**Which molybdenum ion is which, from the 3s orbital alone?**

I have Dirac-Hartree-Fock results for the 3s1/2 orbital in a series of Mo ions. Ten of them carry labels; the five below do not. The columns are the orbital energy ε, the mean radius $\langle r\rangle$ and the radius $r_\text{max}$ at which the radial probability density peaks.

Mo ions, computed with B-spline radial code 1: Dirac-Coulomb Hartree-Fock at the basis-set limit for a spherical atom, averaged over the nl configuration, with a Fermi nucleus (mass number 98, rms radius 4.4091 fm). ε is the orbital energy, <r> the mean radius and r_max the radius at which the radial probability density (large plus small component) peaks. Candidates: Mo5+, Mo26+, Mo7+, Mo20+, Mo31+.

| row | ε(3s1/2) (hartree) | <r>(3s1/2) (bohr) | r_max(3s1/2) (bohr) |
| --- | --- | --- | --- |
| A | -21.9125 | 0.42565 | 0.3823 |
| B | -54.8815 | 0.37996 | 0.3562 |
| C | -65.8398 | 0.36625 | 0.3474 |
| D | -23.4606 | 0.42515 | 0.3821 |
| E | -42.0428 | 0.40028 | 0.3688 |

Two rows have nearly the same radii but clearly different energies, which puzzles me, since the orbital is the same. Can the labels be recovered from these values, and how far can each assignment be trusted?

**Answer**

Think of a one-electron ion inside a thin, negatively charged spherical shell. Inside the shell the field of that charge vanishes and its potential is constant, so the electron's energy rises while its orbital keeps its shape. Charge placed within the orbital acts differently: it screens the nucleus, which raises the energy and also lets the orbital swell. The analogy is good for the 4s, 4p and 4d electrons: in the same calculation for Mo7+ the 4s and 4p mean radii are 1.05 to 1.14 bohr, well beyond the $n=3$ shell. It fails for 3p and 3d electrons, which share the space of 3s, and it contains no exchange.

The first-order formula follows from this picture. An electron spread over a sphere of radius $r_2$ produces at $r_1$ the potential $1/r_>$ (atomic units), where $r_>$ is the larger of the two radii. Averaging over both orbitals gives the direct integral $F^0=\langle 1/r_>\rangle$, and with frozen orbitals the removal of that electron lowers ε by $F^0$ less an exchange term. Since $1/r_>\le 1/r_2$, $F^0$ is at most $\langle 1/r\rangle$ of the removed electron, which is 1.18 hartree for 4p in Mo7+. An outer electron is thus worth up to about one hartree and almost no change of radius, while an overlapping one is worth more and changes the radius too.

The candidates differ in exactly this respect. Mo5+ ([Kr] 4d¹) and Mo7+ ([Ar] 3d¹⁰4s²4p⁵) have the full $n=3$ shell and differ only in outer electrons. Mo20+ has lost those and six 3d electrons, Mo26+ has lost all 3d and two 3p, and Mo31+ is left with [Ne] 3s¹. Two rows should therefore agree in size and differ in energy, and these are A and D, whose mean radii are 0.50 mbohr (millibohr) apart while the energies differ by 1.548 hartree.

Effective charges make the same point. A nonrelativistic hydrogenic 3s state has $\varepsilon=-Z^2/18$ and $\langle r\rangle=13.5/Z$, so each column yields its own $Z$. Row A gives $\sqrt{18\times 21.9125}=19.86$ from the energy and $13.5/0.42565=31.72$ from the radius. The radius responds to the field that holds the orbital in, whereas the energy also carries the constant potential of everything further out.

The product $|\varepsilon|\langle r\rangle^2$ is 10.125 for a hydrogenic 3s state of any charge, and it rises towards that value in the order A, D, E, B, C, from 3.97 to 8.83. Theory argues that this is the order of increasing charge, because each removal takes away repulsion, and the ten labelled ions follow it in ε and in $\langle r\rangle$. That gives A = Mo5+, D = Mo7+, E = Mo20+, B = Mo26+, C = Mo31+. The hydrogenic formulas serve only as bookkeeping here: the Dirac equation changes energy and radius of a bare $Z=42$ 3s state by about 2.5 %, far too little to disturb the order.

One value can be estimated without a fit. For a 3s electron and an average 3p electron the exchange term is $G^1/6$, where $G^1$ is the exchange integral and the factor is one half (parallel spins) times the angular weight one third. The integrals of Mo24+, weighted 2:4 over 3p1/2 and 3p3/2, give

$$F^0-\tfrac16 G^1 = 63.9-\tfrac{41.7}{6}=57.0\ \text{eV}=2.094\ \text{hartree}.$$

The steps from E to B and from B to C come to 2.140 and 2.192 hartree per electron removed, the size proper to $n=3$ electrons.

Mo31+ is reached from the labelled Mo28+ by removing two 3p electrons and the partner 3s electron, whose opposite spin leaves only the direct term $F^0(3s,3s)=2.327$ hartree:

$$\varepsilon \approx -59.090-(2\times 2.094+2.327)=-65.605\ \text{hartree}.$$

Row C has −65.840 hartree, so the estimate falls short by 0.235 hartree, about 3.5 % of the step. The sign is what theory suggests, since the integrals belong to the larger orbitals of Mo24+ and should grow as the ion contracts; how much of the remainder is relaxation is untested. The estimate does not always fall short: from the labelled Mo24+ to row B it gives 2.094 hartree per electron, against 2.048 found.

For a test of all five at once, each column was written as a constant plus one term per electron in 4d, 4p, 4s, 3d and 3p, fitted by linear least squares to the ten labelled ions only. The 3s term was not fitted: $F^0(3s,3s)$ served for ε, and the 3p term was assumed for the radii. Of the 120 possible assignments the one above scores best in each column, and the runner-up is in each case the swap of A and D. The worst predicted energies are those of E and D, both off by 0.29 hartree, because a fixed amount per electron cannot follow steps that grow as a shell empties.

E, B and C are therefore sure in every column; the smallest energy gap that involves them is 10.958 hartree. The pair A, D is sure on energy, where the swap raises the rms error over the five rows from 0.225 to 0.989 hartree. The mean radius supports this more weakly, its 0.50 mbohr gap being only twice the model's error on either row. On $r_\text{max}$ alone the pair stays ambiguous, since the two values differ by two units of the last printed digit and the swap scores nearly as well.

Slater's screening rules would not have solved the problem. They give 3d and $n=4$ electrons no effect on 3s and so assign the same charge, 30.75, to A, D and E. Put into the hydrogenic formulas, that charge gives a mean radius for A only about 3 % too large, but overestimates $|\varepsilon|$ by 140 %, mainly because the repulsion of the 3d and $n=4$ electrons is left out.

The rows with their labels:

| species | Z | charge (e) | electrons | configuration | ε(3s1/2) (hartree) | <r>(3s1/2) (bohr) | r_max(3s1/2) (bohr) |
| --- | --- | --- | --- | --- | --- | --- | --- |
| Mo+ | 42 | 1 | 41 | [Kr] 4d5 | -19.6980 | 0.42599 | 0.3825 |
| Mo3+ | 42 | 3 | 39 | [Kr] 4d3 | -20.6704 | 0.42591 | 0.3825 |
| Mo5+ | 42 | 5 | 37 | [Kr] 4d1 | -21.9125 | 0.42565 | 0.3823 |
| Mo7+ | 42 | 7 | 35 | [Ar] 3d10 4s2 4p5 | -23.4606 | 0.42515 | 0.3821 |
| Mo10+ | 42 | 10 | 32 | [Ar] 3d10 4s2 4p2 | -26.1952 | 0.42400 | 0.3817 |
| Mo12+ | 42 | 12 | 30 | [Ar] 3d10 4s2 | -28.1738 | 0.42301 | 0.3813 |
| Mo14+ | 42 | 14 | 28 | [Ar] 3d10 | -30.2887 | 0.42288 | 0.3814 |
| Mo16+ | 42 | 16 | 26 | [Ar] 3d8 | -34.0182 | 0.41534 | 0.3774 |
| Mo18+ | 42 | 18 | 24 | [Ar] 3d6 | -37.9384 | 0.40778 | 0.3732 |
| Mo20+ | 42 | 20 | 22 | [Ar] 3d4 | -42.0428 | 0.40028 | 0.3688 |
| Mo22+ | 42 | 22 | 20 | [Ar] 3d2 | -46.3265 | 0.39287 | 0.3643 |
| Mo24+ | 42 | 24 | 18 | [Ne] 3s2 3p6 | -50.7853 | 0.38559 | 0.3598 |
| Mo26+ | 42 | 26 | 16 | [Ne] 3s2 3p4 | -54.8815 | 0.37996 | 0.3562 |
| Mo28+ | 42 | 28 | 14 | [Ne] 3s2 3p2 | -59.0898 | 0.37449 | 0.3526 |
| Mo31+ | 42 | 31 | 11 | [Ne] 3s1 | -65.8398 | 0.36625 | 0.3474 |

The labels confirm the assignment, and the full series shows where the character of the removed electron changes. From Mo+ to Mo14+, where only $n=4$ electrons leave, $|\varepsilon|$ grows by 53.8 % while $\langle r\rangle$ shrinks by 0.73 %. Once the 3d shell opens, $\langle r\rangle$ falls by about 3.7 mbohr per electron, and by about 2.8 mbohr in the 3p steps. The stronger effect of 3d on the size fits its position slightly inside 3s, though no column isolates that cause. The rule for placing an ion is to read the number of $n=3$ electrons from the radius and the number of outer ones from the energy.

One step is irregular. From Mo12+ to Mo14+ the mean radius nearly stalls and $r_\text{max}$ rises by one last digit. The closed 4s² shell disappears here, and closed shells of the same symmetry can be rotated into each other at no cost in energy, so the convention that fixes the 3s orbital may contribute; this is a guess, and the rise should not be read as an expansion.

All five ions have open shells and are averages over the configuration, without correlation, so the assignment identifies a configuration and not a level (only in C, with 3s¹, does the configuration have a single level). The eigenvalue ε is a frozen-orbital quantity and not a relaxed removal energy. In C, where 3s is the single outer electron, the two nearly coincide: $-\varepsilon$ is 1791.59 eV against a computed ionisation energy of 1791.52 eV. That agreement is shown for this row alone.
